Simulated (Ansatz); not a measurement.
## A film clamped to a substrate in BiTe

These are results of DFT PBE, scalar-relativistic, plane waves, PAW (Ansatz), not measurements. Settings: plane waves to 420 eV, k-mesh 12×12×12 (Γ-centred), Gaussian smearing 0.15 eV. Spin–orbit coupling is left out, which can shift energies with elements as heavy as these. No spin polarisation. Energies are free energies at this smearing, counted from the undisturbed cell; pressure is positive in compression.

Zero of the scan (as given, not relaxed at this level; it stands at 0.0 GPa, and it needn't be the usual structure):

```
Bi Te
1.0
     2.42271    1.39875    3.31729
    -2.42271    1.39875    3.31729
     0.00000   -2.79750    3.31729
Bi Te
1 1
Direct
  0.50000 0.50000 0.50000
  0.00000 0.00000 0.00000
```

The cell (2 atoms, V0 = 67.45 Å³) is strained by p along both x and y and by q along z, fractional coordinates fixed. τp = (1/V0) ∂E/∂p = (σxx + σyy)(1 + p)(1 + q) and τq = (1/V0) ∂E/∂q = σzz(1 + p)², with tension positive.

```csv
p,q,ΔE (meV/atom),τp (GPa),τq (GPa)
0.000,0.000,0.00,0.07,0.01
-0.025,0.000,16.72,-6.61,-2.10
0.025,0.000,15.53,5.65,1.61
0.000,-0.025,2.80,-1.79,-1.10
0.000,0.025,2.58,1.88,0.93
```

Task: Get the second derivatives of the energy density.

Result: Central differences give A = ∂τp/∂p = 245 GPa (C11 + C22 + 2 C12), C = ∂τq/∂q = 41 GPa (C33) and the cross term B = ∂τq/∂p = 74 GPa (C13 + C23); ∂τp/∂q = 73 GPa must equal B, and any difference shows higher-order terms. The ions are clamped.

Task: A film of this crystal grows with z along the normal on a substrate that imposes p. How does its thickness respond, and what does the misfit cost?

Result: Count p and q from the stress-free cell. A free surface needs τq = 0, so q = −(B/C) p = -1.82 p. The energy density left is (A − B²/C) p²/2 = M p², with the biaxial modulus M = 55 GPa; a misfit of 1 % costs 1.16 meV/atom, against 2.58 meV/atom if the thickness were held.

In a metal these slopes depend on the k mesh and the smearing.

The crystal is much stiffer in the plane than along z, and a free film surface relieves more than half of the misfit energy. With q = -1.82 p, the thickness change nearly cancels the change in area, so the film responds almost at constant volume. Geometry probably accounts for most of this: the cell is a rocksalt arrangement flattened along its threefold axis, with Bi–Te bonds lying closer to the plane than to the normal. In-plane strain therefore stretches them strongly, while strain along z largely tilts them. Thinning can offset much of the bond stretching, and the remaining biaxial modulus reflects bond-angle and longer-range forces.

Both atoms sit on inversion centres that these strains preserve, so clamping the ions omits no linear internal relaxation. The soft normal direction is not evidence of a van der Waals gap, as this cell has none. BiTe ordinarily adopts a layered structure with Bi bilayers and Bi–Te blocks, so these moduli should not be carried over to films of that phase.
